# Rectangular-band cohesion of d metals, with osmium and iridium as the example

Along the 4d and 5d series the cohesive energy rises towards the middle and falls again, roughly as an inverted parabola. Friedel's model obtains this parabola from one idea: the ten d states of an atom spread into a band, the electrons fill it from the bottom, and the gain is the distance of the occupied states below the band centre. I will derive the bond energy, tie the bandwidth to the hopping integrals, and then ask what relativity adds for 5d elements. Energies are per atom, in attojoules ($1\ \mathrm{aJ}=10^{-18}$ J).

## Premises

1. Each atom carries five orthonormal d orbitals $|i\alpha\rangle$, which with spin make ten states. All have the same on-site energy $\epsilon_d$, and I set $\epsilon_d=0$.
2. The one-electron Hamiltonian $H$ has spin-independent two-centre hopping to $z$ equivalent nearest neighbours only. Spin–orbit coupling is added later.
3. All atoms are equivalent, the metal is non-magnetic, and $T=0$.
4. The number $N_d$ of d electrons per atom is given. The sp band serves only to fix it.
5. The density of states per atom, both spins counted, is replaced by a rectangle with the same zeroth, first and second moments as the true one.

## Step 1: what the bond energy is

Let $\rho$ be the projector on the occupied one-electron states and $n(E)$ the density of states per atom. The band energy of $M$ atoms is the trace of $\rho H$, which splits into on-site and intersite terms:

$$M\int^{E_F}E\,n(E)\,dE=\mathrm{Tr}\,\rho H=\epsilon_d\sum_{i\alpha s}\rho_{i\alpha s,i\alpha s}+\sum_{i\neq j}\sum_{\alpha\beta s}\rho_{j\beta s,i\alpha s}H_{i\alpha,j\beta}.$$

The on-site sum is $MN_d\epsilon_d$. The intersite sum per atom is called the bond energy, and therefore

$$E_b=\int^{E_F}(E-\epsilon_d)\,n(E)\,dE .$$

**Question.** A sum of eigenvalues counts the electron–electron interaction twice. Why may you call this an energy of cohesion?

**Answer.** I do not, yet. $E_b$ is one term of the total energy, the one built from bond orders times hopping integrals. It does not change if $\epsilon_d$ and the band are shifted together, so the large and uncertain shift of the d level on forming the solid drops out. Double counting, electrostatics and overlap repulsion are collected in a separate repulsive term, which for neutral atoms is short-ranged and is modelled as a pair potential. Step 5 restores it.

## Step 2: moments of the true band

The density of states on atom $i$ is $n(E)=\sum_{\alpha s}\langle i\alpha s|\delta(E-H)|i\alpha s\rangle$. Multiplying by $E^k$ and integrating replaces $E^k$ by $H^k$, so the moments per state are

$$\mu_k=\frac1{10}\int E^k n(E)\,dE=\frac1{10}\sum_{\alpha s}\langle i\alpha s|H^k|i\alpha s\rangle .$$

Normalisation gives $\mu_0=1$. The diagonal elements give $\mu_1=\epsilon_d=0$: hopping does not move the centre of gravity. For $k=2$ we insert a complete set of orbitals. The spin sum gives a factor 2, on-site terms vanish, and only paths that go to a neighbour and return survive:

$$\mu_2=\frac15\sum_{j}\sum_{\alpha\beta}|H_{i\alpha,j\beta}|^2=\frac15\sum_j \mathrm{Tr}\,(T_{ij}T_{ij}^\dagger),$$

where $T_{ij}$ is the $5\times5$ hopping block of the bond. With the quantisation axis along the bond, the two-centre problem has axial symmetry, $m$ is conserved, and $T$ is diagonal with the Slater–Koster integrals $dd\sigma$ ($m=0$), $dd\pi$ ($m=\pm1$) and $dd\delta$ ($m=\pm2$). For any other direction $T$ becomes $UTU^\dagger$ with a unitary rotation matrix $U$, which leaves the trace unchanged. Every bond of the same length thus contributes equally:

$$\mu_2=z h^2,\qquad h^2=\frac{dd\sigma^2+2\,dd\pi^2+2\,dd\delta^2}{5}.$$

**Question.** Is $h^2$ the average over the 25 matrix elements of the block?

**Answer.** No, and the distinction is a factor of five. One sums over the five orbitals of arrival and averages over the five orbitals of departure. That is the meaning of "per orbital and bond". With the canonical ratios $dd\sigma:dd\pi:dd\delta=-6:4:-1$, taken as a typical input, $h^2=(36+32+2)/5=14$ in units of $dd\delta^2$, and $dd\sigma=-6h/\sqrt{14}=-1.60\,h$.

## Step 3: the rectangle and its width

A rectangle that holds ten states and is centred on zero has $n(E)=10/W$ for $|E|<W/2$. That satisfies $\mu_0=1$ and $\mu_1=0$. Its second moment is

$$\mu_2=\frac1W\int_{-W/2}^{W/2}E^2\,dE=\frac{1}{W}\cdot\frac{2}{3}\cdot\frac{W^3}{8}=\frac{W^2}{12}.$$

Premise 5 equates this with the lattice value:

$$\boxed{W^2=12\,z\,h^2}$$

For fcc and ideal hcp, $z=12$ and $W=12h$.

## Step 4: filling the band

The Fermi level follows from counting:

$$N_d=\frac{10}{W}\left(E_F+\frac W2\right)\quad\Rightarrow\quad E_F=W\left(\frac{N_d}{10}-\frac12\right).$$

The bond energy is then

$$E_b=\frac{10}{W}\int_{-W/2}^{E_F}E\,dE=\frac5W\left(E_F^2-\frac{W^2}4\right)=\frac5W\left(E_F+\frac W2\right)\left(E_F-\frac W2\right).$$

The first bracket is $WN_d/10$ and the second is $-W(10-N_d)/10$, so

$$\boxed{E_b=-\frac{W}{20}\,N_d\,(10-N_d)}$$

At fixed $W$ the slope is $dE_b/dN_d=W(N_d-5)/10=E_F$, as it must be, since an added electron enters at the Fermi level. The slope vanishes at $N_d=5$, and the curvature $W/10$ is positive, so this is the minimum, $E_b=-5W/4$. It can be read directly: five electrons sit on average $W/4$ below the centre. A full band gives zero because $\mu_1=0$. Inserting the width,

$$E_b=-\frac{\sqrt{3z}}{10}\,h\,N_d(10-N_d).$$

The bond energy grows as $\sqrt z$, so the energy per bond falls as $1/\sqrt z$. An atom in a close-packed surface layer keeps 9 of its 12 neighbours. If it stays neutral and its neighbours are unmoved, it keeps $\sqrt{9/12}=0.87$ of its bond energy, where counting broken bonds would give $0.75$.

**Question.** Real d bands are spiky. How much of the result is owed to the rectangle?

**Answer.** Less than one fears, because $E_b$ is a double integral of $n(E)$. Write $\sigma=\sqrt{\mu_2}$, $p=n/10$, $x=N_d/10$, and let $f$ be the step function of occupation. Since $\mu_1=0$, we may write $E_b=10\int E\,(f-x)\,p\,dE$. Because $f^2=f$, $\int(f-x)^2p\,dE=x(1-x)$, and the Cauchy–Schwarz inequality gives, for any band shape,

$$|E_b|\le\sigma\sqrt{N_d(10-N_d)}.$$

Here is $|E_b|/\sigma$ for three symmetric shapes of equal $\sigma$.

| $N_d$ | rectangle | semi-ellipse | Gaussian | bound |
|---|---|---|---|---|
| 5 | 4.33 | 4.24 | 3.99 | 5.00 |
| 7 | 3.64 | 3.61 | 3.48 | 4.58 |
| 8 | 2.77 | 2.80 | 2.80 | 4.00 |

The three shapes differ by at most 8, 4 and 1 per cent of the rectangle's value. The larger risk lies in reading $W$. It means $\sqrt{12}\,\sigma$, while the semi-ellipse spans $4\sigma$ from edge to edge, 15 per cent more. Close-packed lattices also contain triangles of neighbours, which give $\mu_3\neq0$, skew the band and move the extremum away from exactly five.

## Step 5: the repulsion

Let the hopping vary with bond length as $e^{-q(R/R_0-1)}$ and the pair repulsion as $e^{-p(R/R_0-1)}$, with $p>q$. With $E_r$ and $|E_b|$ the values at the equilibrium length $R_0$,

$$E(R)=E_r\,e^{-p(R/R_0-1)}-|E_b|\,e^{-q(R/R_0-1)}.$$

Setting $dE/dR=0$ at $R_0$ gives $pE_r=q|E_b|$, so the d-only cohesion is

$$E_c^{(d)}=\left(1-\frac qp\right)|E_b| .$$

If $q/p$ is constant along a series, the parabola survives with a reduced height. For a typical $p/q\approx3$ the repulsion cancels one third of the bond energy.

## Step 6: relativity

Scalar-relativistic effects leave the formulas alone and change the inputs. The 6s orbital contracts and drops in energy. The contracted s and p shells screen the nucleus better, so the 5d orbital expands and rises. The first consequence is a somewhat larger $h$, and the second is a transfer of charge from d to sp, that is a smaller $N_d$. For $N_d>5$ both make $|E_b|$ larger. The 5d band would be wider than the 4d band without relativity too, because the 5d orbital is more extended, so the whole difference should not be credited to it.

Spin–orbit coupling is a new term, $\xi\,\mathbf L\cdot\mathbf S$ on each site, with $\mathbf L$ and $\mathbf S$ in units of $\hbar$ and $\xi>0$. From $2\,\mathbf L\cdot\mathbf S=j(j+1)-l(l+1)-\tfrac34$ with $l=2$, the eigenvalues of $\mathbf L\cdot\mathbf S$ are $-\tfrac32$ for the four states with $j=\tfrac32$ and $+1$ for the six with $j=\tfrac52$. The trace is $-6+6=0$, so $\mu_1$ stays zero. The mean square is $(4\cdot\tfrac94+6)/10=\tfrac32$. A product of one on-site term and one hop does not return to the starting atom, so $\mu_2$ has no cross term:

$$\tilde W^2=12\left(zh^2+\tfrac32\xi^2\right)=W^2+18\,\xi^2 .$$

If the shape is kept rectangular, the solid gains

$$\Delta_{\rm solid}=(\tilde W-W)\frac{N_d(10-N_d)}{20}\approx\frac{9\xi^2}{W}\,\frac{N_d(10-N_d)}{20}.$$

This is second order in $\xi$, as expected when the orbital moment is quenched by hopping. It is an estimate of the order of magnitude only, because terms $\xi^2h^2$ in $\mu_4$ alter the shape of the band at the same relative order.

**Question.** So spin–orbit coupling strengthens the bonding?

**Answer.** It lowers the energy of the solid, but cohesion is counted from the free atom, and the atom gains in first order. We can bracket that gain for a shell $d^N$ with $N>5$, at fixed configuration and radial function. Take as trial state the Hund's-rule determinant with $M_S=S$ and $M_L=L$, a ground state without the coupling. Its five spin-up d electrons have $\sum m=0$, its spin-down ones have $\sum m=L$, and the expectation value of the coupling is $\xi\sum m\,m_s=-\xi L/2$. By the variational principle the gain is at least $\xi L/2$. It cannot exceed the magnitude of the lowest eigenvalue of the coupling operator in the shell. That state has four electrons in $j=\tfrac32$ and $N-4$ in $j=\tfrac52$, with energy $-6\xi+(N-4)\xi$. Hence

$$\tfrac12 L\,\xi\le\Delta_{\rm atom}\le(10-N)\,\xi .$$

The cohesion changes by $\Delta_{\rm solid}-\Delta_{\rm atom}$, which is negative when $\xi\ll W$.

**Question.** And exchange? These atoms carry large spins.

**Answer.** Let the two spin bands, each with five states over the width $W$, hold $(N_d\pm m)/2$ electrons. Step 4 applied to each gives $-WN_s(5-N_s)/10$, and the sum is $E_b+Wm^2/20$. A Stoner exchange energy $-Im^2/4$ outweighs this cost only if $W<5I$. With a typical $I\approx0.09$ aJ, $5I=0.45$ aJ lies far below the widths used below, so premise 3 is consistent. The free atom pays no band cost and keeps $Im^2/4$, which is lost on condensation and has to be subtracted from the cohesion.

## Range of validity

The two boxed results are exact for the rectangle under premises 1 to 5. As a description of a metal they need the following.

- An itinerant, non-magnetic band, $W>5I$, and on-site Coulomb repulsion not larger than $W$. This suits 4d and 5d metals and fails in the middle of the 3d series.
- A filling away from the ends. As $N_d\to0$ or $10$, $E_b$ vanishes while the metal stays bound by its sp electrons and by sp–d hybridisation. That contribution is typically of order $0.5$ aJ, and it is missing at every filling.
- $18\xi^2\ll W^2$, so that the band does not separate into $j=\tfrac32$ and $j=\tfrac52$ parts.
- $k_BT\ll W$. The thermal energy $(\pi^2/6)(10/W)(k_BT)^2$ is $2\times10^{-4}$ aJ at 300 K for $W=1.4$ aJ.
- Questions about scale and trend, not about structure. Ideal hcp and fcc have the same $z$ and $\mu_2$, so the model cannot say why osmium is hcp and iridium fcc. That depends on higher moments. Further neighbour shells and crystal-field splittings would add their squares to $\mu_2$.

## Numerical illustration

Beside Os and Ir I take Ru, the 4d homologue of Os and a wiring metal in integrated circuits. The inputs are approximate typical values: scalar-relativistic widths read as $\sqrt{12}\,\sigma$, about one sp electron per atom in the solid, $z=12$ with the two hcp shells of six treated as equal, $p/q=3$ and $I=0.09$ aJ. The free-atom ground configurations are Os $5d^66s^2$ ($L=2$, $m=4$), Ir $5d^76s^2$ ($L=3$, $m=3$) and Ru $4d^75s^1$ ($L=3$, $m=4$). In electronvolts the widths are 10.0, 8.7 and 8.1, and the coupling constants 0.44, 0.50 and 0.12.

| quantity | Os | Ir | Ru |
|---|---|---|---|
| input $W$ (aJ) | 1.6 | 1.4 | 1.3 |
| input $N_d$ | 7 | 8 | 7 |
| input $\xi$ (aJ) | 0.07 | 0.08 | 0.02 |
| $h=W/12$ (aJ) | 0.13 | 0.12 | 0.11 |
| $dd\sigma$ (aJ) | −0.21 | −0.19 | −0.17 |
| $E_F$ (aJ) | 0.32 | 0.42 | 0.26 |
| $E_b$ (aJ) | −1.7 | −1.1 | −1.4 |
| $E_b$ (MJ/mol) | −1.0 | −0.67 | −0.82 |
| $E_c^{(d)}$ (aJ) | 1.1 | 0.75 | 0.91 |
| $E_c^{(d)}$ (MJ/mol) | 0.67 | 0.45 | 0.55 |
| $18\xi^2/W^2$ | 0.03 | 0.06 | 0.004 |
| $\Delta_{\rm solid}$ (aJ) | 0.03 | 0.03 | 0.003 |
| $\Delta_{\rm atom}$ (aJ) | 0.07 to 0.28 | 0.12 to 0.24 | 0.03 to 0.06 |
| $Im^2/4$ (aJ) | 0.36 | 0.20 | 0.36 |

In the model the bond energy of Os is 1.5 times that of Ir. The parabola supplies a factor $21/16=1.31$ and the width a factor 1.14. Os and Ru have the same filling, so their ratio, 1.23, is only the ratio of the assumed widths. What separates them within the derivation is the spin–orbit term, whose share of the second moment is about eight times larger for Os. Its net effect is to lower the model's cohesion by 0.04 to 0.25 aJ for Os, 0.09 to 0.21 aJ for Ir and 0.03 to 0.06 aJ for Ru.

**Question.** How sensitive is iridium to the choice $N_d=8$?

**Answer.** The slope is $E_F=0.42$ aJ per electron. With $N_d=7.5$, the direction in which the relativistic lowering of 6s pushes, $E_b$ moves from $-1.1$ to $-1.3$ aJ. This is why the table stops at two figures.

**Question.** Then how far is the model from the metals?

**Answer.** The entries are the model's numbers. As typical knowledge, the cohesive energy of iridium is about 0.67 MJ/mol, so the d-only value of 0.45 MJ/mol is low by about a third, and the values for Os and Ru are low as well, by a smaller margin. The direction is understandable. The omitted terms are each a sizeable fraction of $E_c^{(d)}=0.75$ aJ: roughly $+0.5$ aJ from sp bonding, $-0.20$ aJ from atomic exchange, $-0.09$ to $-0.21$ aJ from spin–orbit coupling, and a cost for promoting $d^7s^2$ to the filling of the solid. The sp term weighs most where the parabola is lowest, and of these three metals that is iridium.